**Examination question: where the highest filled states of a thin MgS slab reside**

A slab of rocksalt MgS is cut parallel to a cube face and is five atomic planes thick, each plane holding one Mg and one S per cell. The two lowest planes are held at bulk positions and the upper three are relaxed, at the LDA level. The plane share is the fraction of the electron density of the states in the window that falls on a given plane. The plane height is the mean height of the two atoms of a plane, measured from the topmost atom, so row 1 is the bottom face and row 5 the top face.

Ansatz 0.2.0, plane-wave PAW density functional theory (scalar-relativistic LDA, no spin polarisation), for a five-plane MgS(100) slab with the two lowest planes held at bulk positions. The cutoff is 420 eV, the k mesh 16 × 16 × 1 and the Gaussian smearing 0.05 eV. Plane shares refer to the states between -1.55 and 0 eV, measured from mid-gap.

```
row  plane share  plane formula  plane height (Å)
  1        0.117            MgS           -10.310
  2        0.201            MgS            -7.708
  3        0.254            MgS            -5.164
  4        0.194            MgS            -2.605
  5        0.234            MgS            -0.090
```

(a) The calculation puts the highest filled level at $-1.170$ eV. Which states does the window hold?

(b) Why do the shares rise from row 1 to row 3?

(c) Turn the answer to (b) into an estimate for row 5 and compare it with the table.

(d) Why can rows 1 and 5 differ at all, and what does the height of row 5 reveal?

(e) Is the excess on the top plane a surface state, and is its cause known?

(f) What would a deeper window, a thicker slab or a wider gap change?

(g) Which digits and which rankings can be trusted?

**Model answer with remarks**

**(a)** The slab is an insulator and the zero of energy lies at mid-gap, so most of the window is empty gap. Only the slice from $-1.55$ to $-1.170$ eV holds levels, a depth of $0.38$ eV at the top of the valence band. In an ionic sulfide these states are mainly S 3p, and the slice holds about 6 % of the 3p states of the five sulfur atoms. The shares therefore show where the most weakly bound electrons reside, the ones whose removal leaves holes near the band top.

*Remark.* The shares are not charges. Every plane is MgS and carries nearly the same total charge, so a share of $0.117$ does not mean an electron-poor face.

**(b)** The sulfur orbitals of neighbouring planes overlap, and across a finite slab the states are standing waves, like the modes of a clamped string. Let $c_n$ be the amplitude on plane $n$, let $t$ be the coupling energy between adjacent planes, and let the amplitude vanish on the absent planes 0 and 6:

$$E\,c_n = t\,(c_{n-1}+c_{n+1}), \qquad c_n \propto \sin\frac{jn\pi}{6}, \qquad E_j = 2t\cos\frac{j\pi}{6}, \qquad j=1,\dots,5 .$$

The state at the band edge has the envelope with no node inside the slab, whatever the sign of $t$. Since the five values of $\sin^2(n\pi/6)$ add to 3, its shares are $1/12$ on a face, $1/4$ on the next plane and $1/3$ at the centre. Physically, an outer plane has a neighbour on one side only, gains less from the coupling that pushes a state to the band edge, and so takes a smaller part in it.

The table rises from $0.117$ through $0.201$ to $0.254$, which is the same order but a flatter profile. The model can account for a flattening, because each standing wave is the head of a subband that disperses within the planes, and a window of finite depth also catches waves of higher $j$. No wave has less weight on a face or more at the centre than the edge wave, and all five together give exactly $0.2$ on each plane, so admixed waves tend to raise the faces relative to the centre.

*Remark.* The numbers show the order; confinement is the argued cause, and an unrelaxed slab would be a test, since both of its faces should then have a low share. Row 3 is no bulk reference, since it lies only two planes from either face.

**(c)** A peaked part and a flat part add, which suggests $s_n = a + b\sin^2(n\pi/6)$ for the share $s_n$. Fitted to rows 1 to 4, this gives $a = 0.069$ and $b = 0.178$. For row 5, which was left out of the fit,

$$s_5 = 0.069 + 0.178\,\sin^2\frac{5\pi}{6} = 0.069 + 0.178\times 0.25 \approx 0.114 .$$

The table has $0.234$, about twice the estimate, so the top plane holds $0.120$ more than the fitted curve assigns to it. The five shares of that curve do not add to one; what is missing is this excess. On the four fitted rows the formula is off by at most $0.009$ in share, a modest achievement for two constants. The analysis printed after this text gives the residuals of this form and of the chain models.

*Remark.* The constants trade against each other and have no separate meaning; the estimate is in effect the mirror image of row 1. A full chain with subbands weighted by their overlap with the window, fitted to all five rows in $t$ and a shift of the top level, covers the top plane too but misses each of the other rows by more. It reproduces row 5 and the near tie of rows 2 and 4, but places the centre $0.055$ below the table. One chain merges the 3p orbitals along the normal, which couple strongly between planes, with those in the plane, which couple more weakly, and its fitted energies are not properties of MgS.

**(d)** An unrelaxed slab of five planes has a mirror through its central plane, which forces row 1 to equal row 5 and row 2 to equal row 4. The factor of two between the faces must then come from the one thing that breaks the mirror, the one-sided relaxation. It is a feature of the set-up and no property of the crystal face. The asymmetry sits almost wholly in the outer planes, with a difference of $0.117$ there against $0.007$ between rows 2 and 4.

A flat top plane would have height zero. A mean of $-0.090$ Å for two atoms, one of which defines the zero, puts the other $2\times 0.090 = 0.180$ Å lower, and the sites show that S is the upper one. This is the sense expected where the anion is large and polarisable and the cation small: the cation sinks further into the slab than the anion. Bulk spacing continued from the held planes would put the top plane at $-10.310+4\times 2.602\approx 0.10$ Å, so both of its atoms have moved inward and S protrudes only relative to Mg. The held face is strained toward the same shape, for the calculation gives a force of $0.716$ eV/Å inward on its Mg and $0.352$ eV/Å outward on its S. The top is thus the better model of a real unreconstructed face, and row 1 describes a face that is not in equilibrium. That the real face does not reconstruct is assumed, as no reconstruction was tried.

**(e)** A simple surface state has its largest weight on or near the outer plane and dies away inward. The shares from the top run $0.234$, $0.194$, $0.254$, which is no steady decay, so the window as a whole is not a single surface state. The excess found in (c) has no visible tail, since row 4 is no higher than its mirror image, row 2. This fits extra weight bound tightly to the top plane and laid over slab-wide waves, but a sum over 220 mesh levels does not reveal whether a few true surface levels or many slightly skewed waves supply it.

The natural guess for the cause is that the protruding S is less stabilised by its Mg neighbours, so that its 3p level rises into the window. Formal point charges were used to test the sign. At the full atomic positions S lies $0.024$ Å above Mg in plane 3 and $0.075$ Å below it in plane 4, and the charges then place the top S level about $1.2$ eV above the bottom S level. That is the sign the guess needs. The trials printed after this text scatter from $-0.7$ to $+0.9$ eV because they start from rounded sites and vary one plane at a time. Plane 4, with Mg up, offsets much of the half step that the top S feels from its own plane, while plane 3 adds to it. The size of the shift is not to be trusted, since the same charges give the slab a dipole of about $0.26$ e Å where the calculation has $0.045$. Electrostatics thus supports the guess in sign but does not prove it.

*Remark.* At the full positions the same unscreened charges set the S level of plane 4 about $0.4$ eV below that of plane 2, as much as the whole depth of the window, while the two shares nearly tie. This too suggests that they exaggerate. They also put the S level of the bottom face $0.8$ eV above that of plane 2, although row 1 has the lowest share; the chain of (b) takes all planes as equal in level and leaves such shifts out. Relaxation also shortened the three upper spacings by 2 to 3 % relative to the held one. Because the in-plane lattice constant was not optimised in LDA, strain may contribute to that contraction, which is untested.

**(f)** A window deep enough to hold the whole S 3p band must give close to $0.2$ on each plane, as each plane has one sulfide ion with a filled shell. For $N$ planes the edge wave gives a face the share $\frac{2}{N+1}\sin^2\frac{\pi}{N+1}$, which for nine planes is $0.2\sin^2 18^\circ \approx 0.02$, far below the even share of $1/9$. The edge wave thus leaves the faces quickly as the slab thickens, though a window of fixed depth then catches more waves and softens the fall. Weight bound to the top plane would instead keep its number of states per cell. A thicker slab, read to the same depth below the band top, would therefore test whether the excess is bound to the surface.

The window is tied to mid-gap, so its depth in the band is $1.55$ eV less half the gap. With the computed gap of $2.338$ eV this returns the $0.38$ eV of part (a), and a gap beyond $3.1$ eV would leave the window empty. LDA is known to give gaps that are too small, so shares from two functionals are comparable only at equal depth below the band top.

**(g)** The printed rounding is $0.0005$, but the window edge cuts through a discrete set of levels. One level with eight symmetry images and two spins on the 256 mesh points carries $16/256$ states, or $0.036$ of the window. If such a level crossed the edge and sat on one plane, the difference between two shares would move by about that much, so the third decimal has no physical weight and the second is uncertain until mesh and edge are varied.

By this measure the near tie of rows 2 and 4 allows no ranking, and the lead of $0.020$ of the centre over the top is not secure either. The lead of $0.040$ of the top over row 4 barely exceeds the step. The low share of the held face and the contrast of $0.117$ between the faces stand well clear of it.

*Remark.* The step is an upper bound for one level, because most levels spread over several planes. The levels are Kohn-Sham levels without spin-orbit coupling, which would split the S 3p levels and could carry some of them across the edge of so shallow a window. The run also warns of a rough exchange-correlation potential in thin density, which bears most on the two faces, where the density tails into the vacuum.

Output of the analysis:

```
sum of shares 1.000; rounding of a share 0.0005
band depth in window 0.380 eV; 5.7 % of 30 S 3p states; 220 levels on the full mesh
states per cell by plane: 0.201 0.345 0.437 0.333 0.402
row5/row1 2.00; row5-row1 +0.117; row4-row2 -0.007; row5-row4 +0.040; row3/row1 2.17; row3-row5 +0.020
mirror means: outer 0.1755, second 0.1975, centre 0.254
one level with 8 mesh images: 0.0625 states, 0.036 of the window
uniform: rms 0.047, worst row 1
   model +0.200 +0.200 +0.200 +0.200 +0.200 | model-table +0.083 -0.001 -0.054 +0.006 -0.034
band-edge wave sin^2(n pi/6)/3: rms 0.084, worst row 5
   model +0.083 +0.250 +0.333 +0.250 +0.083 | model-table -0.034 +0.049 +0.079 +0.056 -0.151
symmetric chain, t 0.140 eV, 3 subbands in window: rms 0.041, worst row 1
   model +0.185 +0.207 +0.217 +0.207 +0.185 | model-table +0.068 +0.006 -0.037 +0.013 -0.049
chain, t 0.190 eV, top shift +0.090 eV, 3 subbands: rms 0.029, worst row 3
   model +0.148 +0.212 +0.199 +0.207 +0.235 | model-table +0.031 +0.011 -0.055 +0.013 +0.001
   row4-row2: this chain -0.005, table -0.007
a + b sin^2 on rows 1-4 (rumpled row 5 left out): a 0.069, b 0.178
   model-table rows 1-4 -0.003 +0.002 -0.007 +0.009 | row 5 predicted 0.114, excess +0.120
spacings (A): +2.602 +2.544 +2.559 +2.515 ; change from first (%): +0.0 -2.2 -1.7 -3.3
S above Mg: top plane 0.180 A (sites give 0.18), plane 4 -0.09 +- 0.03 A
vertical contacts: top Mg-S 2.47 A, top S-Mg 2.56 A
held bottom face, force toward the interior: Mg +0.716, S -0.352 eV/A
work function top-bottom 0.605 eV; step from slab dipole 0.605 eV
formal-charge dipole of rumples -0.18 e A; calculated -0.045 e A
flat slab Madelung numbers at S, planes 1-5: 1.682 1.748 1.748 1.748 1.682
unscreened S level shift from plane 1 (eV), planes 2-5, geometry of the run:
   rumple plane 3 +0.00, plane 4 -0.06 A: -0.8 -0.9 -1.7 +0.9
   rumple plane 3 +0.00, plane 4 -0.09 A: -0.8 -0.9 -2.1 +0.1
   rumple plane 3 +0.00, plane 4 -0.12 A: -0.8 -0.9 -2.5 -0.7
   rumple plane 3 +0.03, plane 4 -0.09 A: -0.8 -0.4 -1.3 +0.9
   rumple plane 3 -0.03, plane 4 -0.09 A: -0.8 -1.3 -2.9 -0.7
```
